Student: My Ge pseudopotential has s and p projectors and takes the d potential as the local part. The generator prints E_KB and two "local levels" per channel and declares it free of ghosts. I don't see how three numbers can promise that. The separable form reproduces the reference state exactly, so what could go wrong at all?

Lecturer: Let us fix the premises. Hartree atomic units, one channel l of a spherical pseudo-atom, real radial functions u(r) with u(0) = 0 and scalar product ∫ u v dr. Define

H_loc = T_l + V_loc, T_l = −½ d²/dr² + l(l+1)/(2r²).

V_loc is the local pseudopotential plus the Hartree and exchange-correlation screening of the reference configuration, held fixed. It vanishes at infinity, so the continuum starts at 0. The lowest levels of H_loc are e0 < e1, with normalised states |0⟩ and |1⟩. If fewer than two bound levels exist, read the missing one as the threshold 0. With ΔV = V_l − V_loc, the reference function φ is normalised, nodeless and bound:

(1) (H_loc + ΔV) φ = ε φ, ε = ε_ref < 0.

Finally ΔVφ is square integrable and D = ⟨φ|ΔV|φ⟩ is not zero. The form of Kleinman and Bylander (1982) replaces ΔV by ΔV|φ⟩⟨φ|ΔV / D, that is

(2) H_KB = H_loc + E_KB |χ⟩⟨χ|, χ = ΔVφ / √⟨φ|ΔV²|φ⟩, E_KB = ⟨φ|ΔV²|φ⟩ / D.

E_KB has the sign of D. Acting on φ, the new term gives ΔVφ·D/D = ΔVφ, so H_KB φ = εφ by (1). Also ⟨χ|φ⟩ = D/√⟨φ|ΔV²|φ⟩, the KB cosine, is not zero.

Student: Then I am right. φ has no node, so it is the lowest state.

Lecturer: For a local potential, yes. Replace a trial u by |u|: neither u′² nor V u² changes, so the ground state can be taken non-negative, and a positive φ cannot be orthogonal to it. With the projector the energy contains E_KB⟨χ|u⟩², which does change under u → |u|. The argument fails, and a state with nodes may lie below the nodeless one. Since φ is the lowest state of the semilocal problem (1), any level of H_KB below ε is spurious. That is a ghost. The criterion of Gonze, Stumpf and Scheffler (1991) reads:

E_KB < 0: a level lies below ε if and only if ε > e0.
E_KB > 0: a level lies below ε if and only if ε > e1.

Student: Four implications. What tools?

Lecturer: Three. First, the variational principle: a normalised v with ⟨v|H|v⟩ < ε means spectrum below ε. A rank-one term doesn't move the continuum (Weyl's theorem), and ε < 0, so that spectrum is a bound level. Second, ⟨v|H_loc|v⟩ ≥ e0 for every normalised v, and ≥ e1 if v is orthogonal to |0⟩. Third, counting: a two-dimensional space always holds a nonzero vector orthogonal to any one given vector, since that is one homogeneous equation in two unknowns. Throughout,

(3) ⟨v|H_KB|v⟩ = ⟨v|H_loc|v⟩ + E_KB ⟨χ|v⟩².

Take E_KB < 0 and ε > e0. Put v = |0⟩ in (3): the energy is e0 + E_KB⟨χ|0⟩² ≤ e0 < ε. A level lies below ε, in fact at or below e0.

Student: And the converse, ε ≤ e0?

Lecturer: Suppose an eigenstate ψ of H_KB has E < ε. It is orthogonal to φ, the eigenvalues being different. Choose v = aψ + bφ with a² + b² = 1 and ⟨χ|v⟩ = 0. Then a ≠ 0, for otherwise v = ±φ, which overlaps χ. As a mixture of eigenstates, v has energy a²E + b²ε < ε ≤ e0. By (3) the same energy is ⟨v|H_loc|v⟩ ≥ e0. Contradiction, and the borderline ε = e0 is included.

Student: For E_KB > 0 I object. A repulsive term only raises energies. How can it put a state below anything?

Lecturer: It doesn't put one there; it fails to remove one. The projector pushes along a single direction. Let ε > e1. In the plane of |0⟩ and |1⟩ pick v = a|0⟩ + b|1⟩ orthogonal to χ. It doesn't feel the projector, so its energy is a²e0 + b²e1 ≤ e1 < ε, and a level lies below ε. By (3) with E_KB > 0 no energy falls under e0, so the lowest ghost sits between e0 and e1. The semilocal ΔV repels every function that enters the core and can lift both levels; a rank-one term can clear only one.

Now ε ≤ e1. Suppose again ψ with E < ε, and choose v = aψ + bφ orthogonal to |0⟩ this time. Then (3) gives energy ≥ e1 + E_KB⟨χ|v⟩² ≥ e1. Since φ and |0⟩ are both nodeless, ⟨0|φ⟩ ≠ 0, so a ≠ 0 and the energy a²E + b²ε is strictly below ε ≤ e1. Contradiction. If H_loc binds nothing, the case cannot arise, because for D > 0 we have ε = ⟨φ|H_loc|φ⟩ + D > e0, which with ε < 0 demands a bound e0. All four implications are done.

Student: It is correct, but I don't see the levels move. Is there an equation for them?

Lecturer: Put the atom in a large sphere, so that the states |n⟩ of H_loc are discrete, and write c_n = ⟨n|φ⟩. An eigenstate obeys (E − H_loc)ψ = E_KB χ⟨χ|ψ⟩. For E different from every e_n, invert, project on χ and cancel ⟨χ|ψ⟩:

(4) Σ_n ⟨n|χ⟩² / (E − e_n) = 1/E_KB.

The left side falls monotonically between poles, from +∞ just above e_n to −∞ just below e_n+1, so each gap holds one root. Below e0 it is negative and runs from 0 at E → −∞ down to −∞, so a root exists there only if E_KB < 0. Hence

E_KB < 0: E_0 ≤ e0 ≤ E_1 ≤ e1 ≤ …
E_KB > 0: e0 ≤ E_0 ≤ e1 ≤ E_1 ≤ …

Equality occurs when ⟨n|χ⟩ = 0, for then |n⟩ is an eigenstate of H_KB as well. If e_k < ε < e_k+1, then ε is E_k+1 in the first line and E_k in the second, so k+1 or k levels lie below it. To see that ε is a root, use (1): ⟨n|ΔV|φ⟩ = (ε − e_n)c_n and D = Σ c_n²(ε − e_n). Multiply (4) by ⟨φ|ΔV²|φ⟩ and subtract term by term, with 1 − (ε − e_n)/(E − e_n) = (E − ε)/(E − e_n):

(5) (E − ε) Σ_n c_n² (ε − e_n)/(E − e_n) = 0.

The first factor is the reference level, and the second holds all the others.

Student: For E_KB < 0 the channel is more attractive than the local one. Then surely ε < e0 always, and that branch is empty.

Lecturer: Only if ΔV has one sign. ε is the lowest level of (1), so ε ≤ e0 + ⟨0|ΔV|0⟩. If ΔV ≤ 0 everywhere, ε ≤ e0 and you are safe. A ghost needs ⟨0|ΔV|0⟩ > 0 together with ⟨φ|ΔV|φ⟩ < 0, so ΔV must change sign. From ε = ⟨φ|H_loc|φ⟩ + D the condition ε > e0 becomes

(6) −[⟨φ|H_loc|φ⟩ − e0] < D < 0.

The bracket is positive unless φ is |0⟩ itself. So if you tune a core radius and D passes through zero with ΔV not vanishing, E_KB jumps from +∞ to −∞, and just on the negative side a ghost is certain. It is deep, because for any normalised t

(7) E_0 ≤ ⟨t|H_loc|t⟩ + ⟨t|ΔV|φ⟩² / D,

and the last term diverges as D → 0 from below. A small cosine with large negative E_KB is the warning sign.

Student: Numbers, please, for Ge.

Lecturer: A generated potential is a numerical table, so I take a model that we can solve at this desk: one electron on the bare Ge⁴⁺ core, Z = 4, no screening, with

V_l = −Z/r + B_l/(2r²).

Define λ by λ(λ+1) = l(l+1) + B. The radial equation is then hydrogenic with l replaced by λ, and the regular solutions have levels −Z²/[2(n + λ + 1)²], n = 0, 1, … The nodeless one is φ ∝ r^ν exp(−κr) with ν = λ + 1, κ = Z/ν. You can verify it: φ″/φ = ν(ν−1)/r² − 2νκ/r + κ², so −½φ″ + [ν(ν−1)/(2r²) − Z/r]φ = −½κ²φ. As inputs I take approximate effective quantum numbers of the lowest s, p and d levels of Ge³⁺: ν_s = 2.18, ν_p = 2.48, ν_d = 3.14, treated as exact definitions of the model. From B_l = ν(ν−1) − l(l+1): B_s = 2.5724, B_p = 1.6704, B_d = 0.7196.

With d local, ΔV_l = ΔB/(2r²), where ΔB = B_l − B_d is 1.8528 for s and 0.9508 for p. The integral ∫ r^m exp(−2κr) dr = Γ(m+1)/(2κ)^(m+1) gives

⟨r⁻²⟩ = (2κ)²/[2ν(2ν−1)], ⟨r⁻⁴⟩ = (2κ)⁴/[2ν(2ν−1)(2ν−2)(2ν−3)],

the second finite for ν > 3/2. Therefore

E_KB = (ΔB/2)⟨r⁻⁴⟩/⟨r⁻²⟩ = ΔB κ²/[(ν−1)(2ν−3)],
cosine = ⟨r⁻²⟩/√⟨r⁻⁴⟩ = √{(2ν−2)(2ν−3)/[2ν(2ν−1)]} for ΔB > 0.

H_loc in channel l is of the same type, with λ_loc(λ_loc+1) = l(l+1) + B_d, which gives λ_loc = 0.485 for s and 1.223 for p. In hartree:

s: ε = −1.683, e0 = −3.629, e1 = −1.296, E_KB = 3.887, cosine 0.468
p: ε = −1.301, e0 = −1.618, e1 = −0.770, E_KB = 0.853, cosine 0.543

Both E_KB are positive, and in both channels e0 < ε < e1. The model has no ghost below either reference level.

Student: How safe is that? The s channel looks closer.

Lecturer: In this model ε < e1 means ν < λ_loc + 2. For s that needs λ_loc > 0.18, so B_d > 0.18 × 1.18 = 0.2124, and solving ν_d(ν_d−1) = 6 + B_d gives ν_d > 3.04. Our 3.14 clears it by about a tenth. Take instead a purely Coulombic local part, B_d = 0. The s levels of H_loc become e0 = −8 and e1 = −2, E_KB grows to 5.40, and ε = −1.683 > e1. One ghost appears between −8 and −2 Ha, although ΔV is repulsive everywhere. That answers your objection with a number.

Student: And the negative branch? With a pure 1/r² difference you cannot reach it.

Lecturer: Correct, so I reshape the local part, as a change of core radius would: add W = w exp(−r), r in bohr, to V_loc and keep V_p, φ and ε. This is a stand-in and is not refitted; for w = 1.28 Ha it lifts the d level by 0.11 Ha in first order. Now ΔV_p = 0.4754/r² − w exp(−r), and for w = 1.28 it is negative between 1.01 and 3.49 bohr and positive elsewhere. A factor exp(−βr) turns 2κ into 2κ + β in the integral above. For p, ⟨r⁻²⟩ = 0.52979 and ⟨exp(−r)⟩ = [2κ/(2κ+1)]^(2ν+1) = 0.20002, so D vanishes at w = 1.259. At w = 1.28,

D = 0.25186 − 0.25602 = −0.00416 Ha.

The three terms of ⟨ΔV²⟩, from ⟨r⁻⁴⟩, ⟨r⁻² exp(−r)⟩ and ⟨exp(−2r)⟩, are 0.21476 − 0.22131 + 0.09241, whose unrounded sum is 0.08585 Ha². So E_KB = −20.6 Ha and the cosine is −0.014.

Student: But e0 is no longer known in closed form.

Lecturer: An upper bound is enough. Take t ∝ r² exp(−ζr). Then ⟨1/r⟩ = ζ/2, ⟨r⁻²⟩ = ζ²/3, and ½⟨(t′/t)²⟩ = ½(4ζ²/3 − 2ζ² + ζ²) = ζ²/6. The 1/r² term has the coefficient (2 + B_d)/2, so

⟨t|H_loc|t⟩ = (3 + B_d)ζ²/6 − 2ζ + w[2ζ/(2ζ+1)]⁵.

At ζ = 1.4 bohr⁻¹ this is −1.3069, below ε = −1.3007. Thus e0 < ε with E_KB < 0: a ghost. W is positive, so e1 stays at or above −0.770 and there is exactly one. For its depth use (7) with a compact t, ζ = 4. The local energy is 2.629, the same Γ integrals give ⟨t|ΔV|φ⟩ = 0.1999, and the last term is −9.61. The model's ghost lies at or below −6.98 Ha, about −190 eV, far under the reference level, and it is concentrated in the core. In a self-consistent calculation it would be occupied first.

Student: How much of this is germanium?

Lecturer: The mechanism, not the values. All these numbers are the model's. It describes the bare ion, with ε at −45.8 and −35.4 eV. A generator usually works with the screened neutral atom, where typical 4s and 4p levels are near −12 and −4 eV, so the model is too deep by factors of about 4 and 9. Its potentials are singular at the origin and ΔV has a 1/r² tail, whereas generated potentials are finite at r = 0 and ΔV is negligible outside the core. The margins for your file must come from its own e0 and e1. I also left out spin-orbit coupling. Its scale for the p states is set by the compiled valence splitting of solid Ge at Γ, 0.3 eV (Peralta 2006), or 0.011 Ha. That is small beside the gaps between ε and e1 in the plain d-local case, but larger than |D| = 0.11 eV in the reshaped case, where the verdict would have to be reached for each j separately.

Student: Then tell me where the criterion stops.

Lecturer: Within the premises it is exact, with no smallness assumed. Its limits are those of the premises. It needs one projector per channel; with m projectors the counting step needs m+1 dimensions, levels can shift by up to m places, and the two-number test is lost. It needs the ordinary eigenproblem; ultrasoft and PAW data sets bring an overlap operator and usually several projectors, and are tested by direct diagonalisation and logarithmic derivatives. It needs ε bound: a scattering reference energy lies outside the proof. If φ has nodes, as for a 4s projector with 3s kept in the valence, levels below ε are wanted, and you must compare the count k or k+1 with the number of semilocal levels. The levels e0 and e1 must be computed with the same frozen screening as ε, so the verdict belongs to the reference configuration; another configuration or a crystal shifts V_loc, and a thin margin may not survive. In a finite basis that contains φ the proof holds with the levels of that basis, which lie at or above the exact ones, so a compact ghost can stay hidden at a low plane-wave cutoff and appear at a higher one. Last, the criterion is silent above ε. The second factor of (5) can place a level well below its semilocal partner yet above ε, among the states that form the upper valence and conduction bands, and only a comparison of logarithmic derivatives over that energy range will show it.